The bond energy $D$ is the energy needed to split a molecule R–X into two radicals, R and X, each taking one electron of the shared pair. It is the energy of the two relaxed radicals less that of the molecule, computed with CCSD(T) near the limit of a complete basis and without vibrational energy unless this is added. Single bonds in this series cost roughly 250 to 500 kJ/mol. By the simple rule used below, polarity supplies up to 163 of that, while zero-point motion takes away between 7 and 36.

Splitting of gas-phase molecules R–X into doublet radicals R and X (SMILES, * marks the broken bond), computed with Ansatz 0.2.0 at PBE0-D4/def2-TZVP geometries. CCSD(T) has frozen cores, the density functionals use def2-TZVPP, and open shells are unrestricted. Indium has a def2 core potential, and zero-point terms are harmonic, from PBE0-D4/def2-TZVP.

| R-X | R | X | length of the bond broken (Å) | sum of bond angles at the radical centre of R (°) | <S^2> of R, unrestricted HF | CCSD(T), limit (kJ/mol) | PBE-D4 less CCSD(T) (kJ/mol) | wB97M-V less CCSD(T) (kJ/mol) | zero-point change (kJ/mol) |
| --- | --- | --- | --- | --- | --- | --- | --- | --- | --- |
| C2HF5 | *C(F)F | *C(F)(F)F | 1.534 | 340 | 0.756 | 419.7 | -33.9 | -0.2 | -16.7 |
| C2H2F4 | *C(F)F | *C(F)F | 1.525 | 340 | 0.756 | 408.6 | -31.1 | -2.8 | -20.1 |
| C2H3F3 | *C(F)F | *CF | 1.509 | 340 | 0.756 | 418.9 | -26.1 | -4.1 | -25.7 |
| CHClF2 | *C(F)F | *Cl | 1.762 | 340 | 0.756 | 372.7 | 3.2 | 3.4 | -11.2 |
| CH2F2 | *C(F)F | *H | 1.094 | 340 | 0.756 | 457.1 | -26.6 | -5.1 | -35.8 |
| CH3F2In | *C(F)F | *[InH2] | 2.215 | 340 | 0.756 | 255.7 | -21.8 | -7.3 | -12.1 |
| C2H6F2Si | *C(F)F | *[SiH2]C | 1.921 | 340 | 0.756 | 359.5 | -25.8 | 2.2 | n/a |
| BClFH3OSi | *[Si](O)(F)Cl | *B | 1.993 | 325 | 0.754 | 401.4 | -18.1 | 4.7 | -17.8 |
| Cl2FHOSi | *[Si](O)(F)Cl | *Cl | 2.027 | 325 | 0.754 | 495.6 | -18.0 | 4.5 | -7.1 |

**Length is a poor guide.** The silicon–chlorine bond is 0.27 Å longer than the carbon–chlorine bond, yet costs 123 kJ/mol more to break. Nor is silicon simply the better binder: CHF2 holds the silicon group less firmly than it holds a second CHF2, by 49 kJ/mol. A bond's strength depends on the pairing as well as on each end.

**Two limits.** If two atoms draw electrons equally, their bond is purely covalent, and its energy should lie near the mean of the two like-with-like bonds. If one atom draws much harder, the pair shifts towards it, and the attraction between the resulting charges strengthens the bond. The neutral radicals left after the break have lost that attraction, so it has to be paid for. Pauling's rule adds the two contributions:

$$D_{AB}\approx \tfrac12\,(D_{AA}+D_{BB}) + (1\ \mathrm{eV})\,(\chi_A-\chi_B)^2 .$$

Here $A$ and $B$ are the two bonded atoms, $\chi$ is electronegativity, and 1 eV is 96.5 kJ/mol.

**Silicon–chlorine worked out.** Rough values, recalled and not computed here, are 320 kJ/mol for Si–Si (as in disilane), 250 for Cl–Cl, and electronegativities of 1.9 and 3.2. The mean of the like-with-like bonds is then 285 kJ/mol, and the polar term is $96.5\times1.3^2\approx163$. Their sum is 448 kJ/mol, against a computed 496. The rule thus accounts for most of this bond's strength, but leaves it about a tenth too weak. It does not explain why this bond is the strongest of the series, since it gives nearly the same sum for carbon–hydrogen.

**Where the rule holds.** For carbon bonds the like-with-like energy is the computed CHF2–CHF2 value, so that row serves as input and is no test. Carbon–hydrogen lies 23 kJ/mol above its mean, where the polar term gives 15; carbon–chlorine lies 43 above, where it gives 35. That is good agreement for such rough inputs. Spin-orbit coupling, which is left out here, would lower the free chlorine atom and so weaken both chlorine bonds by a few kJ/mol, too little to alter the comparisons with Pauling's rule. In this accounting hydrogen binds CHF2 more strongly than chlorine does, despite its smaller polar term, because the H–H bond that enters the mean is strong and the Cl–Cl bond is weak.

**Where it fails.** For carbon–silicon the rule promises a polar gain of 47 kJ/mol, but the computed bond lies 5 below the plain mean. Atomic electronegativities treat carbon as the negative end, yet the two fluorine atoms have already drawn electrons away from this carbon: even in the free CHF2 radical, a Mulliken count with wB97M-V gives it a charge of about +0.2. It therefore faces a positive silicon atom with little negative charge to offer, and the expected attraction fades. This is a plausible reading, which the energies allow but do not isolate. Carbon–hydrogen, where carbon is again the negative end, shows no such loss, though its polar term is small.

The same reasoning turns the other way for silicon–chlorine, where the surplus over the mean exceeds Pauling's term by 48 kJ/mol. This silicon atom also carries fluorine, oxygen and another chlorine, which should make it more positive and so a better match for a negative chlorine. Lone pairs of chlorine that lean towards silicon may strengthen the bond too, and without a less substituted silicon–chlorine bond to compare, the two effects cannot be told apart. The assumed Si–Si energy is uncertain, but changing it cannot mend both failures: a much lower value, such as tables of average bond energies give, would remove most of the carbon–silicon shortfall but worsen silicon–chlorine. Substituents have to be considered before the electronegativities of the bare atoms are trusted.

**The dip among the carbon partners.** In the series CH2F, CHF2, CF3 both bonded atoms are carbon, so Pauling's polar term vanishes and finer effects decide. The middle member is weakest, by about 10 kJ/mol, although the bond lengthens steadily. Two opposing effects can produce such a dip. Each added fluorine makes the second carbon more positive, so that it repels the first; but the CF3 radical is strongly pyramidal and poorly stabilised, which raises the cost of setting it free.

This account of the dip remains an argument. CHF2–CHF2 and CHF2–CH2F can each twist into different shapes that may differ by several kJ/mol, and only one shape of each was computed. Part of the dip may come from that choice. The functional wB97M-V gives a dip of similar depth, but at the same geometries, so it does not settle the question.

**What vibration changes.** Hydrogen leads CF3 by 37 kJ/mol in electronic energy, but by only 18 once zero-point energy is included. Breaking the C–H bond removes one fast stretching and two bending motions of a very light atom, and the zero-point energy that the molecule already held in them covers part of the cost. The same effect separates CH2F from CF3, which are tied electronically. The rocking motions of CH2F involve light hydrogen atoms and store more zero-point energy, so its bond ends up about 10 kJ/mol weaker than the bond to CF3.

**Indium and boron.** From silicon to indium the bond to CHF2 loses another 104 kJ/mol. The indium value carries a warning: its outer-core electrons are correlated in a basis without the functions meant to describe them. The resulting error was not computed for this bond. In the data makers' tests on other systems it reached about 4 kJ/mol a bond, so it is unlikely to account for a drop of this size. The usual explanation is that indium's larger, more diffuse orbitals overlap less well with the compact orbital of carbon. The table does not test this, and the two partners also differ in how many neighbours the metal or silicon atom has. Silicon and boron have nearly equal electronegativities, so Pauling's rule puts their bond near the mean of Si–Si and B–B. At 401 kJ/mol it lies well above the assumed Si–Si energy, which would mean, if the rule holds for this substituted silicon, that boron forms strong bonds with itself; the B–B energy was not computed. A possible reason is that planar boron bonds through an orbital rich in s character, which lies low in energy and overlaps well; with a single boron row this is a guess.

**What the level of theory does to the order.** CCSD(T) puts CHF2–CHF2 36 kJ/mol above carbon–chlorine, but PBE-D4 shrinks this gap to 2. It makes the carbon–carbon bond 31 kJ/mol too weak and the carbon–chlorine bond 3 too strong, so the errors do not cancel when these two bonds are compared. Once the zero-point terms are added, PBE-D4 even reverses the order and puts carbon–chlorine 7 kJ/mol ahead. wB97M-V stays within about 7 kJ/mol of CCSD(T) in all nine rows and keeps most of the gap.

To place a neighbouring bond, start from the mean of the two like-with-like bonds and add a gain for polarity. Then ask what the other substituents do to the charges. On the reading given here, they enlarge the gain if they make the positive end more positive. They reduce it if they drain the negative end. Each half of this advice leans mainly on one bond, silicon–chlorine for the first and carbon–silicon for the second. The output below lists the mean, the computed surplus and Pauling's term for the four bonds tested.

Numerical output:

```
Bond energies in kJ/mol:
        row  CCSD(T)  with zero-point  PBE-D4  wB97M-V
      C2HF5    419.7              403   385.8    419.5
     C2H2F4    408.6            388.5   377.5    405.8
     C2H3F3    418.9            393.2   392.8    414.8
     CHClF2    372.7            361.5   375.9    376.1
      CH2F2    457.1            421.3   430.5      452
    CH3F2In    255.7            243.6   233.9    248.4
   C2H6F2Si    359.5              n/a   333.7    361.7
  BClFH3OSi    401.4            383.6   383.3    406.1
   Cl2FHOSi    495.6            488.5   477.6    500.1
CHF2-H less CHF2-CF3, kJ/mol: 37.4
the same with zero-point terms, kJ/mol: 18.3
CHF2-CH2F less CHF2-CHF2, kJ/mol: 10.3
CHF2-CF3 less CHF2-CHF2, kJ/mol: 11.1
CHF2-CF3 less CHF2-CH2F, kJ/mol: 0.8
the same with zero-point terms, kJ/mol: 9.8
CHF2-CH2F less CHF2-CHF2 in wB97M-V, kJ/mol: 9
Si-Cl less C-Cl, kJ/mol: 122.9
Si-Cl less C-Cl in length, angstrom: 0.265
CHF2-CHF2 less C-Si, kJ/mol: 49.1
C-Si less C-In, kJ/mol: 103.8
Si-B less C-Si, kJ/mol: 41.9
C-H, mean of like-like bonds, kJ/mol: 434.3
C-H, surplus over the mean, kJ/mol: 22.8
C-H, Pauling term, kJ/mol: 15.44
C-Cl, mean of like-like bonds, kJ/mol: 329.3
C-Cl, surplus over the mean, kJ/mol: 43.4
C-Cl, Pauling term, kJ/mol: 34.73
C-Si, mean of like-like bonds, kJ/mol: 364.3
C-Si, surplus over the mean, kJ/mol: -4.8
C-Si, Pauling term, kJ/mol: 47.28
Si-Cl, mean of like-like bonds, kJ/mol: 285
Si-Cl, surplus over the mean, kJ/mol: 210.6
Si-Cl, Pauling term, kJ/mol: 163.1
CHF2-CHF2 less C-Cl in CCSD(T), kJ/mol: 35.9
CHF2-CHF2 less C-Cl in PBE-D4, kJ/mol: 1.6
Si-Cl less C-Cl in PBE-D4, kJ/mol: 101.7
largest error of wB97M-V in size, kJ/mol: 7.3
```
